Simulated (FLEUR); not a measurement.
# Energy difference between parallel and antiparallel hcp Co, and the sphere moments, against the LAPW basis cutoff (PBE)

Cobalt is a late 3d metal with nine valence electrons per atom. In its ferromagnetic hexagonal form they nearly fill the majority-spin d band and leave most of the holes in the minority band. All four rows are this one metal in its measured cell; only the fineness of the calculation changes. My question is how far the cutoff shifts the energy of the antiparallel order, counted from the parallel order per atom, and the moments inside the spheres. A positive difference means that the parallel order is lower. Such differences feed estimates of exchange strength, which governs how well a magnetic layer in a sensor or a recording medium keeps its order when warm. I judge each rung against the highest one, 4.32 1/bohr, which is itself not proven converged. By the lowest rung I mean 2.70 1/bohr, the lowest in the table; a coarser one was run but is left out.

## Systems and settings

Co (hcp): the measured cell (COD), atoms held. First order: parallel (++); second order: antiparallel (+-). FLEUR MaX-R8.1, all-electron FLAPW in bulk geometry, scalar-relativistic valence, PBE, basis cutoff 2.7 to 4.32 1/bohr, density cutoff 8.1 to 13 1/bohr, Fermi-Dirac smearing of 0.08 eV, muffin-tin radii Co 2.30 bohr. Local moments are those inside the muffin-tin spheres. Collinear spins without spin-orbit coupling. Meshes 12x12x12 and 12x12x12 for the two orders. Times are core-seconds on shared hosts, rough to a factor of two. The same in all rows: Kohn-Sham band gap of the second order on its k-point mesh; set to zero under 0.1 eV or twice the smearing width (level spacings that a finite mesh gives in a metal), blank from there to 0.3 eV, where the mesh cannot tell: 0.00 eV.

Notes on method and selection:

- Each run ends in the state reached from its typed start, which may not be the lowest.
- The two orders are a test pair; neither need be the ground order.
- Only the last rungs approach convergence; none is proven converged.
- Rungs on which an order lost its pattern or the two orders differ in character are left out.
- Runs that did not converge, have known faults or may not be shown are not listed, and runs on Ansatz's PAW sets soft_1 and soft_2 are kept to separate tables.

Columns:

- basis cutoff (1/bohr): basis cutoff (largest |k+G| of the LAPW basis).
- energy difference (meV): free energy of the second order less the first, per magnetic atom.
- moment, first order (μB): largest sphere moment in the first order.
- moment, second order (μB): largest sphere moment in the second order.
- cost (core-s): both runs together.

## Results

| member | basis cutoff (1/bohr) | energy difference (meV) | moment, first order (μB) | moment, second order (μB) | cost (core-s) |
| --- | --- | --- | --- | --- | --- |
| basis cutoff 2.7 1/bohr | 2.70 | 230.81 | 1.685 | 1.209 | 110 |
| basis cutoff 3.24 1/bohr | 3.24 | 221.33 | 1.704 | 1.000 | 200 |
| basis cutoff 3.78 1/bohr | 3.78 | 220.68 | 1.713 | 1.012 | 330 |
| basis cutoff 4.32 1/bohr | 4.32 | 220.81 | 1.716 | 1.015 | 510 |

## What drives the series

The energy difference drops once and then stays nearly level. From 2.70 to 3.24 1/bohr it falls by 230.81 − 221.33 = 9.48 meV, and the next step takes off only 221.33 − 220.68 = 0.65 meV. The last step changes it by 0.13 meV, too little to read any physics into.

The likely reason lies in how the basis is built. Inside a sphere the wave function is made of atomic-like radial functions, and their weights are fixed by matching to plane waves at the sphere surface. The compact 3d states of cobalt need short waves for a good match. The useful measure is sphere radius times cutoff, which is 2.30 × 2.70 = 6.2 on the lowest rung and 2.30 × 3.24 = 7.5 on the next. For a 3d metal the first is meagre and the second is already serviceable. Much of the basis error is common to both orders and cancels in the difference; the drop means that on the lowest rung the antiparallel energy lay too high relative to the parallel one, probably because its basis error was the larger. The density cutoff rose along with the basis cutoff, so the drop belongs to both together.

The moments respond very unequally. In the parallel order the moment rises steadily from 1.685 to 1.716 μB, by less than 2%. In the antiparallel order it falls from 1.209 to 1.000 μB in the first step and then recovers slightly to 1.015 μB.

Band theory gives a reason for the contrast. As long as the spin splitting keeps the majority d band nearly full, the electron count leaves the parallel moment little room to move. The count does not secure the splitting itself, so this argument covers the small drift between 2.70 and 4.32 1/bohr and promises nothing for a coarser basis. In the antiparallel order each atom has six of its twelve near neighbours reversed, and mixing with them weakens the local spin splitting. The energy is then probably a shallow function of the moment m. A basis error δE(m) shifts the moment by about −(dδE/dm)/(d²E/dm²), so a small curvature in the denominator turns a modest error into a large shift.

## Members off the line

The rung at 2.70 1/bohr stands apart, most visibly in the antiparallel moment, which is 1.209 − 1.015 = 0.194 μB above the value on the highest rung. I put this down first to the coarse basis and the coarse density expansion that goes with it; PBE uses density gradients, which suffer when the density is poorly resolved. It is also possible that this run settled in a somewhat different self-consistent state, since each run keeps the state reached from its start.

A uniform error in the size of the moments is ruled out, because on the same rung the parallel moment is too small, by 1.716 − 1.685 = 0.031 μB. I have no firm explanation for that opposite sign.

The rung at 3.24 1/bohr departs far less. Its antiparallel moment is 1.015 − 1.000 = 0.015 μB below that of the highest rung, probably an ordinary remnant of an unfinished basis.

## Computational cost

The pair of runs goes from 110 core-s on the lowest rung to 510 core-s on the highest, a factor of 510 / 110 = 4.6. The number of basis functions grows as the cube of the cutoff, by (4.32 / 2.70)³ = 4.1, so the cost rises about as fast as the basis. It stays far below the cube of the basis size that dense diagonalization would impose in a large cell.

Going from 3.24 to 4.32 1/bohr adds 510 − 200 = 310 core-s and moves the energy difference by about half a meV. For a cell this small I would simply pay that. In a large cell of similar cobalt I would stop at 3.24 for energy differences as large as this one, since there the diagonalization would make each further rung much dearer.

## Questions the table answers

**Which cutoff brings the energy difference within 1 meV, and both moments within 0.01 μB, of the highest rung?**

At 3.24 1/bohr the energy is off by 221.33 − 220.81 = 0.52 meV, which passes. The moments are off by 1.716 − 1.704 = 0.012 μB and 1.015 − 1.000 = 0.015 μB, which both fail. At 3.78 1/bohr the energy is off by 0.13 meV and each moment by 0.003 μB. I would take 3.24 for the energy alone and 3.78 when the moments matter.

**Will the lowest cutoff do for deciding which of these two orders is lower?**

Its error against the highest rung is 230.81 − 220.81 = 10.00 meV, or 10.00 / 220.81 = 4.5%. The parallel order is lower by some twenty times that error, so for this pair the sign is safe at 2.70 1/bohr. For two orders only a few meV apart, an error of this size could reverse the verdict. Nor does the answer reach below 2.70 1/bohr: the coarser rung is left out of the table, and the tabled errors cannot be extended downwards to judge it.

**Can the difference be read as the cost of turning spins of fixed length?**

On the highest rung the ratio of the antiparallel to the parallel moment is 1.015 / 1.716 = 0.59, so the moment shrinks by 41% on reversal. The difference therefore mixes the cost of turning the moments with the energy the antiparallel order gains by letting them shrink. Turning spins held at their full length would cost more, and an exchange constant drawn from the difference alone would blend the two effects. The lowest rung gives 1.209 / 1.685 = 0.72 and makes the moment look stiffer than the better basis does. The selection is meant to leave out rungs whose moments differ strongly between the orders, yet all four rows show a marked shrinkage, so a place in the table is no sign that the two moments are alike.

## Closing remarks

Between 3.24 and 4.32 1/bohr the energy difference stays within 0.65 meV, while the moments need one rung more to settle. This describes the four tabled rungs only. The rung left out lies below 2.70 1/bohr, so it is no test of convergence at the upper end, and nothing here should be carried over to cutoffs that low.

The parallel order comes out lower, in keeping with cobalt being a ferromagnet, but the antiparallel order is only a test partner and other orders may lie between. Letting each order relax its own cell would probably reduce the difference, because the measured cell belongs to the ferromagnet. Spin-orbit coupling would add an orbital moment along the spin and raise the total moment. In the parallel order the region between the spheres is polarized against them, so the spin moment of the cell per atom is smaller than the sphere value.

[On method and selection: Rungs on which an order lost its pattern, or whose Hubbard shells or moments differ strongly between the orders, are left out.]
